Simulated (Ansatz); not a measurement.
## C2H3Al (ethynylalumane): methods side by side

C2H3Al: 6 atoms, total charge 0, spin state singlet. As SMILES, `C#[C][AlH2]`. The coordinates come from a PBE0-D4/def2-TZVP relaxation.

```xyz
6

C    -0.7928   -1.6376   -0.2981
C    -0.2661   -0.5642   -0.1062
Al    0.5648    1.1242    0.1950
H    -1.2570   -2.5831   -0.4674
H     1.3567    1.8047   -0.9905
H     0.4366    1.7920    1.6210
```

Quantity: the energy change with the C1–C2 bond stretched from 1.211 to 2.664 Å, in eV. The values are calculated.

```
                         level                    kind  program  value (eV)  less CCSD(T)/def2-TZVP  CPU time (all runs)
    PBE/def2-TZVP (restricted)                     GGA   Ansatz       12.25                   +1.02                 28 s
  B3LYP/def2-TZVP (restricted)           global hybrid   Ansatz       12.57                   +1.34                 20 s
  BHLYP/def2-TZVP (restricted)           global hybrid   Ansatz       13.14                   +1.91                 19 s
   PBE0/def2-TZVP (restricted)           global hybrid   Ansatz       13.07                   +1.84                 17 s
r2SCAN0/def2-TZVP (restricted)         hybrid meta-GGA   Ansatz       13.36                   +2.13                 38 s
  wB97X/def2-TZVP (restricted)  range-separated hybrid   Ansatz       13.47                   +2.24                 88 s
 B2PLYP/def2-TZVP (restricted)           double hybrid   Ansatz       12.64                   +1.41                 33 s
CCSD(T)/def2-TZVP (restricted)   coupled cluster or CI   Ansatz       11.23                    0.00                 74 s
```

Differences are taken from CCSD(T)/def2-TZVP (restricted) for orientation; it has basis-set and higher-order errors of its own. Its T1 diagnostic reaches 0.046, a sign that one reference may not serve. At this stretch a single reference begins to fail. The first shape isn't each level's own minimum. The values span 11.23 to 13.47 eV. Times are those of the runs behind each value, whatever else they computed, on shared processors of several kinds: orders of magnitude only.

Every density functional makes stretching the C–C triple bond costlier than CCSD(T) does, from 12.25 eV with PBE to 13.47 eV with wB97X. As the σ and two π bonds weaken, their bonding and antibonding combinations approach degeneracy. A closed-shell determinant still keeps the electrons paired in the bonding orbitals, retaining ionic contributions that should fade as the carbons separate. Semilocal exchange partly mimics the missing static correlation, and exact exchange removes that help, which fits the rises from PBE to PBE0 and from B3LYP to BHLYP. The exchange fraction alone doesn't order the whole table, however: r2SCAN0 lies above BHLYP despite containing less exact exchange. In B2PLYP, the perturbative correlation probably offsets part of the penalty.

PBE's closeness to CCSD(T) therefore suggests error compensation rather than a better description of the breaking bond. Perturbative triples can overcorrect near degeneracy, so the coupled-cluster value may itself be too low. None of these energies is a bond dissociation energy, since the separated, relaxed open-shell fragments weren't computed.
